Replacing CCSD(T) by any of the three cheaper levels moves the torsional energy of H₂N–BHF by less than 0.01 eV. A single step of the scan, from -74.2° to -51.7°, lowers it by more than 0.7 eV at every level. PBE-D4 energies are therefore good enough for a first scan, and the next effort belongs to the path rather than to a costlier method.

Relaxed scan of the torsion H4-N1-B2-F3 in gas-phase BFH3N (SMILES NBF; atoms in SMILES order, hydrogens last), computed with Ansatz 0.2.0. Energies use def2-TZVPP, with frozen cores in MP2 and CCSD(T), on PBE0-D4/def2-TZVP structures relaxed with the four torsion atoms held in place. The zero at every level is the PBE0-D4 minimum at -180.0°.

```
torsion (°)  CCSD(T) (eV)  PBE-D4 (eV)  r2SCAN-D4 (eV)  MP2 (eV)  PBE-D4 less CCSD(T) (eV)  T1 diagnostic
     -180.0        0.0000       0.0000          0.0000    0.0000                    0.0000            n/a
     -164.2        0.0252       0.0251          0.0251    0.0254                   -0.0001          0.012
     -141.7        0.1557       0.1534          0.1544    0.1567                   -0.0023          0.012
     -119.2        0.3960       0.3889          0.3921    0.3978                   -0.0071          0.013
      -96.7        0.7057       0.6966          0.7003    0.7081                   -0.0091          0.013
      -74.2        0.9966       0.9978          0.9961    0.9982                    0.0012          0.013
      -51.7        0.2654       0.2619          0.2653    0.2671                   -0.0035          0.012
      -29.2        0.0807       0.0816          0.0816    0.0814                    0.0009          0.012
       -6.7        0.0042       0.0054          0.0044    0.0040                    0.0012          0.012
```

**From the minimum to -164.2°.** The molecule starts planar, and the lone pair of nitrogen donates into the empty p orbital of boron. In the first displaced structure the driven N–H bond has left the plane, while the other N–H bond still lies almost in the plane of N, B and F. Nitrogen thus becomes pyramidal before the NH₂ group turns as a whole. By the usual bonding argument this weakens the donation, and the energy rises.

This row also shows how little correlation matters for the first rise. The valence correlation energy is about 16.3 eV, yet it changes by only 0.0017 eV between the two structures. That is expected as long as every electron pair stays in its bond or lone pair. Hartree–Fock alone would give a rise of 0.0269 eV, against 0.0252 eV with CCSD(T). MP2 recovers most of that small correction, and the triples, the costliest part of CCSD(T), contribute only about 0.0004 eV.

**On to -96.7°.** The T1 diagnostic, a rough warning sign for trouble with a single reference determinant, stays at 0.012 to 0.013 in all displaced structures. It gives no sign of such trouble. Whether correlation also cancels so well further up is a separate question, since its parts are known here only for -164.2°. At -96.7° PBE-D4 shows its largest deviation, 0.0091 eV below a CCSD(T) energy of 0.7057 eV, or about 1%. r2SCAN-D4 is also too low there, by 0.0054 eV, while MP2 is too high by 0.0024 eV.

What such a deviation means depends on the purpose. At room temperature the thermal energy is 0.026 eV, so an error of 0.0091 eV changes a Boltzmann weight by a factor of about 1.4. That matters for a precise rate but hardly for finding the stable shapes. In the two displaced structures whose energies lie within this thermal energy of the minimum, at -164.2° and -6.7°, PBE-D4 is within about 0.001 eV of CCSD(T). Differences that small deserve no ranking of methods, since the finite basis may shift them.

**A spring for the climb.** Close to a planar minimum, pushing the N–H bond up or down costs the same energy. Odd powers of the displacement then drop out, and the leading term is normally quadratic, $E = k d^2$, where $E$ is the energy above the minimum, $d$ the angle from the planar form and $k$ a stiffness. A fit to the CCSD(T) energies from -180.0° to -96.7° gives $k = 0.000103$ eV per square degree, with a largest miss of 0.015 eV. Symmetry justifies the form only for small $d$; that it holds nearly to a right angle is a finding of the fit.

**The break after -74.2°.** The far end of the scan is the other limiting case: at 0° the molecule is planar again, with the two N–H positions exchanged. If the same spring acts there, $d$ must be counted from 0°. For -51.7°, a row outside the fit, this gives $0.000103 \times 51.7^2 \approx 0.28$ eV, close to the computed 0.2654 eV. A rigid two-fold twist of the NH₂ group, fitted to the same rows as the spring, gives 0.38 eV.

The scan thus looks like two branches, each tied to its own planar form. The likely reason for the break is that the undriven N–H bond lagged behind and then swung over between -74.2° and -51.7°. On that reading the structure at -74.2° sits on the wrong branch, and the other branch would lie a few tenths of an eV lower. The spring itself fails at this row, giving 1.15 eV instead of 0.9966 eV; the displacement has passed a right angle there, far outside the range for which symmetry justifies the form.

At this doubtful point PBE-D4 agrees with CCSD(T) to about 0.1%. All levels were applied to the same PBE0-D4 structures, so their agreement tests the energies and not the path. The highest value in the table should therefore not be quoted as the rotational barrier, even from the CCSD(T) column. A scan driven backwards from the exchanged form would test the explanation, and a search for the transition state would give the barrier.

**Where to spend the time.** The formal cost of semilocal functionals such as PBE and r2SCAN grows with about the third to fourth power of molecular size, that of MP2 with the fifth and that of CCSD(T) with the seventh. Doubling the molecule thus makes MP2 about 32 times and CCSD(T) about 128 times as expensive. For this torsion it is sensible to map both branches with PBE-D4 or r2SCAN-D4 energies on PBE0-D4 structures, the only ones tested here, then use MP2, together with a check of the basis set, where a few thousandths of an eV matter. CCSD(T) is best kept for a few decisive structures, such as the minimum and a located transition state. The output below gives the deviations and both fits row by row.

The analysis program printed:

```
fit of ccsd_t on 5 rows (x < -90): coefficient of d2 0.000103 +/- 1.1e-06; rms 0.00819, worst -119.2 -0.0152, leave-one-out rms 0.0186
  rows outside the fit (model, value, miss): -74.2 1.153, 0.9966, 0.156; -51.7 0.2753, 0.2654, 0.00993; -29.2 0.08783, 0.0807, 0.00713; -6.7 0.004624, 0.0042, 0.000424
Deviations from CCSD(T) and the two simple models (eV):
     row  displacement_deg   PBE_D4  r2SCAN_D4      MP2  spring_model  twist_model
  -180.0                 0        0          0        0             0            0
  -164.2              15.8  -0.0001    -0.0001   0.0002       0.02571      0.04603
  -141.7              38.3  -0.0023    -0.0013    0.001        0.1511       0.2385
  -119.2              60.8  -0.0071    -0.0039   0.0018        0.3808       0.4731
   -96.7              83.3  -0.0091    -0.0054   0.0024        0.7148       0.6124
   -74.2             105.8   0.0012    -0.0005   0.0016         1.153       0.5748
   -51.7             -51.7  -0.0035    -0.0001   0.0017        0.2753       0.3823
   -29.2             -29.2   0.0009     0.0009   0.0007       0.08783       0.1478
    -6.7              -6.7   0.0012     0.0002  -0.0002      0.004624     0.008451
Largest deviation of PBE-D4 from CCSD(T), eV: 0.0091
Largest deviation of r2SCAN-D4 from CCSD(T), eV: 0.0054
Largest deviation of MP2 from CCSD(T), eV: 0.0024
PBE-D4 deviation at -119.2 deg, percent of the CCSD(T) energy: -1.793
Fall of CCSD(T) from -74.2 to -51.7 deg, eV: 0.7312
Rough spring estimate at -74.2 deg on the other branch, eV: 0.5671
Computed energy at -74.2 deg less that estimate, eV: 0.4295
Valence correlation energy at the minimum, eV: -16.33
Hartree-Fock rise at -164.2 deg, eV: 0.02687
Change of correlation energy from the minimum to -164.2 deg, eV: -0.00167
Part of that change from the triples, eV: -0.00041
Thermal energy kT at 298 K, eV: 0.02568
Factor in a Boltzmann weight at 298 K from the largest PBE-D4 deviation: 1.425
Formal cost factor of MP2 for a doubled molecule: 32
Formal cost factor of CCSD(T) for a doubled molecule: 128
```
